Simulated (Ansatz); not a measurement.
# TiTc: pressure and energy above lowest point against volume scale

All results are calculated (Ansatz 0.2.0). Free energy against uniform scaling of the volume at fixed shape and fractions; periodic cell, basis, potentials, k mesh and filling as listed.

The cell before it is scaled or strained (space group Pm-3m, No. 221):
```
cell vectors (Å)
   3.1203     0.0000     0.0000
   0.0000     3.1203     0.0000
   0.0000     0.0000     3.1203
atoms (fractions of the cell vectors)
Ti  0.50000  0.50000  0.50000
Tc  0.00000  0.00000  0.00000
```

Settings of every row: functional PBEsol; dispersion none; potentials PAW; wave cutoff 557.83 eV; density cutoff 2231.3 eV; k mesh 9x9x9; k shift 0x0x0; occupations cold; smearing width 0.1 eV; spin none.

Limits: coarse k mesh, up to 40 meV an atom off.

```csv
row,volume scale,V (Å³/atom),pressure (GPa),energy above lowest point (meV/atom)
1,0.9406,14.288,2.35,0
2,0.9703,14.739,-4.35,3.1
3,1,15.19,-10.06,23.6
4,1.0297,15.641,?,?
5,1.0594,16.092,-19.14,107.1
```

Question: what pressure and energy above lowest point should row 4 give?

Worked fit of pressure. Take u = (V_r/V)^(2/3) − 1 with V_r = 14.965 Å³ an atom, which is twice the finite (Eulerian) strain; such expansions in the strain, on which the Birch-Murnaghan equation of state is built, carry the rest volume and the bulk modulus. The shown rows have u = 0.03134, 0.0102, -0.0099, -0.04725. Least squares give pressure = −7.321 + 285.16 × u + 742.3 × u² GPa; a straight line predicts inner rows, each left out in turn, worse (root mean square 0.72 against 0.03 GPa). The rows lie off it by 0.01, -0.01, 0.01, 0.00. The pressure vanishes at u = 0.0242, or V = 14.44 Å³ an atom, and there the bulk modulus at fixed shape and fractions is B = −V dP/dV = (2/3)(1 + u) dP/du = 219 GPa. The withheld row has u = -0.02902, so the fit gives −7.321 + 285.16 × (-0.02902) + 742.3 × (-0.02902)² = -14.97 GPa.

The calculation gave -14.96 GPa. The fit lies 0.01 GPa (0.047 % of the column's range) below it, one unit of the last digit.

Worked fit of energy above lowest point. Take u = (V_r/V)^(2/3) − 1 with V_r = 14.965 Å³ an atom, which is twice the finite (Eulerian) strain; such expansions in the strain, on which the Birch-Murnaghan equation of state is built, carry the rest volume and the bulk modulus. The shown rows have u = 0.03134, 0.0102, -0.0099, -0.04725. Least squares give energy above lowest point = 11.37 − 1026 × u + 21166 × u² meV/atom; a straight line predicts inner rows, each left out in turn, worse (root mean square 21 against 0.0049 meV/atom). All shown rows lie on it to the printed digit. Its lowest point lies at u = 0.0242, or V = 14.44 Å³ an atom, and the curvature there gives the bulk modulus at fixed shape and fractions, B = (4/9)(1 + u)² E″(u)/V = 219 GPa. The withheld row has u = -0.02902, so the fit gives 11.37 − 1026 × (-0.02902) + 21166 × (-0.02902)² = 59.0 meV/atom.

The calculation gave 59 meV/atom. The fit meets it to the printed digit.
